Q: Molybdenum disilicide carries the current in furnace heating elements, so I looked for levels close to the Fermi energy. At these seven points of the zone the nearest one is 0.4 eV away. Does the calculation turn the material into a semiconductor?

Kohn-Sham levels of MoSi2 (I4/mmm, 3-atom cell) at points of the k mesh, relative to the Fermi energy, calculated with exciting sodium using PBE and all-electron LAPW+lo (rgkmax 7). The calculation uses a 12×12×12 k mesh and Fermi-Dirac smearing of 0.05 eV, without spin polarisation or spin-orbit coupling.

```tsv
point a (reciprocal cell vector)	point b (reciprocal cell vector)	point c (reciprocal cell vector)	level point (row)	level under 4 (eV)	level under 3 (eV)	level under 2 (eV)	level under 1 (eV)	level over 1 (eV)	level over 2 (eV)
0.0000	0.0000	0.0000	1	-3.471	-3.026	-2.663	-2.663	0.401	3.078
0.5000	0.0000	0.0000	2	-4.479	-2.617	-2.513	-0.524	2.260	3.020
0.8333	0.1667	0.0000	3	-4.245	-2.757	-1.797	-1.436	2.230	3.389
0.7500	0.2500	0.0000	4	-5.235	-2.695	-2.401	-1.716	2.821	3.325
0.4167	0.4167	0.0833	5	-5.673	-3.972	-2.916	-1.266	1.754	2.318
0.6667	0.6667	0.3333	6	-3.397	-2.158	-1.697	-1.697	0.503	0.898
0.5000	0.5000	0.5000	7	-0.588	-0.588	-0.530	-0.530	0.539	4.615
```

A: No, it gives a metal, though one with few states at the Fermi energy. At the Fermi energy there are about 0.27 states per electronvolt and cell. If the outer electrons were spread evenly over a rough ten to fifteen electronvolts, there would be about one. Three sizes are worth remembering here: bands move by electronvolts across the zone, the states at the Fermi energy are thinned to a fraction of the average, and two levels at a single point can lie only hundredths of an electronvolt apart.

Q: Then what is the empty stretch around zero?

A: It joins levels from different places. Its lower edge is the highest filled level at point 2, at -0.524 eV, and its upper edge is the lowest empty level at point 1, at 0.401 eV. A band can pass through the Fermi energy between two points and leave no level near zero at either of them. The columns also count up and down from the Fermi energy at each point separately, so one column can hold different bands in different rows.

Q: How do I find the bands that cross, if I can't simply follow a column?

A: Use symmetry. Point 1 is the centre of the zone, Γ. Point 7 is Z, the end of the line that leaves Γ along the long crystal axis $c$, and point 6 lies two thirds of the way from Γ to Z. These three lie on the fourfold axis, and the other four do not.

The table separates the two groups clearly. Equal levels appear at all three points on the axis and at none of the others. The first empty level stays between 0.40 and 0.54 eV on the axis, whereas off the axis it is never below 1.75 eV.

Q: Why should equal levels need the axis?

A: A quarter turn of the crystal leaves a wavevector on the axis where it is. The same turn changes a state that points along $x$ into one that points along $y$, so the two must have the same energy. For molybdenum these are the $d_{xz}$ and $d_{yz}$ orbitals, and for silicon $p_x$ and $p_y$. At the four points off the axis the quarter turn moves the wavevector as well, so the partner state belongs to another point of the zone. The zone corner P, which is not in the table, is an exception: a quarter turn combined with a reflection leaves it in place, so pairs are allowed there too.

Q: So the pairs are a label that I can follow along the axis?

A: Yes, and they explain why the distance between the highest filled and the first empty level shrinks from Γ to Z. At Γ the highest filled pair lies at -2.66 eV, at point 6 it has climbed to -1.70 eV, and at Z there are pairs just above -0.6 eV. The first empty level is a single one at each of these points and hardly moves.

The climb has a chemical reason, which I argue from the orbitals and not from the numbers. The paired orbitals overlap from layer to layer and bond along $c$. At Γ, molybdenum layers half a cell apart carry the same phase, and at Z they carry opposite phases. A state that gains from bonding between layers at Γ loses that gain on the way to Z. The single empty level may belong to a molybdenum $d$ orbital that lies within the layer and so takes little notice of this phase, but that is a guess.

Q: At Z there are two pairs, almost on top of each other. Is that an accident?

A: Most likely, yes. At Z each state is either even or odd under inversion through a molybdenum atom. The molybdenum $d$ orbitals are even, so an odd pair can contain none of them and must be built from silicon $p_x$ and $p_y$. I expect one pair to be even and mostly molybdenum $d_{xz}$ and $d_{yz}$, and the other to be odd and silicon $p$, although the levels alone do not show the parities. Pairs of opposite parity cannot mix at Z, so nothing pushes them apart there, but no symmetry makes them equal either. That they lie only 0.058 eV apart depends on where the molybdenum $d$ and silicon $p$ levels happen to sit, and a small shift of the silicon atoms should change it.

That small splitting should not be taken as final. Spin-orbit coupling, which this calculation leaves out, is roughly a tenth of an electronvolt for molybdenum $4d$ electrons, a recalled size. It can split each pair and change the fine order at Z. The climb of the pairs by electronvolts is a much larger effect.

Q: What happens to the two pairs when I step away from Z towards Γ?

A: They repel each other. Away from Z inversion no longer keeps them apart, and along the axis they have the same symmetry, so they mix. For two levels that mix in proportion to the distance from Z, the energies are

$$E_\pm = E_0 \pm \sqrt{\Delta^2 + (vq)^2}.$$

Here $E_0$ is the mean of the two pairs at Z, $2\Delta$ is their splitting there, $q$ is the distance from Z and $v$ is the strength of the mixing. One pair rises and the other falls by the same amount.

Q: Can I use this without knowing $v$?

A: Yes, because the sum $E_+ + E_-$ stays at $2E_0$ whatever $v$ is. At Z the sum is $-0.588 - 0.530 = -1.118$ eV. At point 6 the lower pair lies at -1.697 eV, which I take from the table as input. The upper pair should then lie at $-1.118 + 1.697 = 0.579$ eV, above the Fermi energy.

Q: Is there a pair at that energy in the table?

A: Not exactly there. The first empty level at point 6 is a single one, at 0.503 eV. The lowest place where an empty pair can fit is the second empty level, at 0.898 eV. The estimate is therefore at least 0.3 eV too low, which is at least a fifth of the rise from Z. The simple model holds the mean of the two pairs fixed, but other bands can shift it along the way.

What matters is the sign. If the upper pair rises as the model says, it is filled at Z and empty at point 6, so it crosses the Fermi energy in between. The levels alone would also allow the second pair to dive to the deepest one listed at point 6 or below it, a fall of at least 2.8 eV over a third of the line. The repulsion argument favours the rise, and with it a pocket of electrons around Z.

Q: If there are extra electrons around Z, where do they come from?

A: From states that are left empty elsewhere. Molybdenum brings six outer electrons and each silicon four, which makes fourteen per cell. With two electrons in each band, seven bands are filled on average over the zone. An electron pocket in one region must be balanced by holes in another.

Γ is the natural place for the holes. Its single empty level lies just above the Fermi energy, yet at point 3, a third of the way from Γ to the zone boundary point X, the nearest levels are about 1.8 eV away from it on either side. The band must have moved far up or far down. If it moves down, it is filled at point 3 and empty at Γ, which is exactly the hole that the electron count asks for.

Q: Can you turn that into a count of filled bands?

A: A consistent count is six at Γ and at point 6, eight at Z, and seven at the four points off the axis. The step from six to eight comes from the pair, which brings two bands down through the Fermi energy together. This count rests on the connections I have argued between the points. It explains how a compound with an even number of electrons can still be a metal: some bands spill over at Z while another stays partly empty near Γ.

Q: Why doesn't the same thing happen off the axis, where the empty levels are so much higher?

A: Probably because fewer symmetries are left that let bands ignore each other. On the axis a pair and a single level can cross without noticing each other. Off the axis many such crossings are forbidden, and bands that would have met repel instead, one going down and the other up. It is the same repulsion as between the two pairs near Z, now acting between different kinds of band.

Bonding decides how far apart they end up. Molybdenum $d$ and silicon $p$ orbitals form bonding and antibonding combinations, and fourteen electrons are enough to fill seven mostly bonding bands. Each silicon atom has ten neighbours near 2.6 Å, five of them molybdenum and five silicon, so there is plenty of contact for this mixing. At point 4, halfway from Γ to X, the highest filled and the first empty level are 4.5 eV apart, the widest separation in the table.

Q: Point 2 is off the axis too, but its highest filled level is as high as those at Z, even a touch higher. Does it break the rule?

A: Only on the filled side. Its first empty level, at 2.26 eV, is nearly the same as at point 3. The odd feature is one filled level at -0.52 eV, with the next one about 2 eV below it. A single band has been lifted there, while the rest of the filled levels stay deep.

My guess is that this is the seventh band, the one that is empty at Γ, and that it gains less from bonding at point 2 than at the other points off the axis. The orbital make-up of that level would test the guess.

Q: How far would you trust the sizes of the pockets?

A: Much less than their existence. The levels that shape them lie about half an electronvolt from the Fermi energy, and errors of a few tenths in a PBE band edge would change the pockets noticeably. The silicon atoms also still feel forces of about 0.3 eV/Å along $c$, so they are not quite at their resting places, and the paired states that bond along $c$ may respond to that.

Q: What should I do the next time a short list of levels shows an empty window?

A: Look at the density of states at the Fermi energy first, and then ask whether the number of filled bands is the same at every point. If a band is filled at one point and empty at another, it has crossed in between, and the window is no gap, however wide it looks.
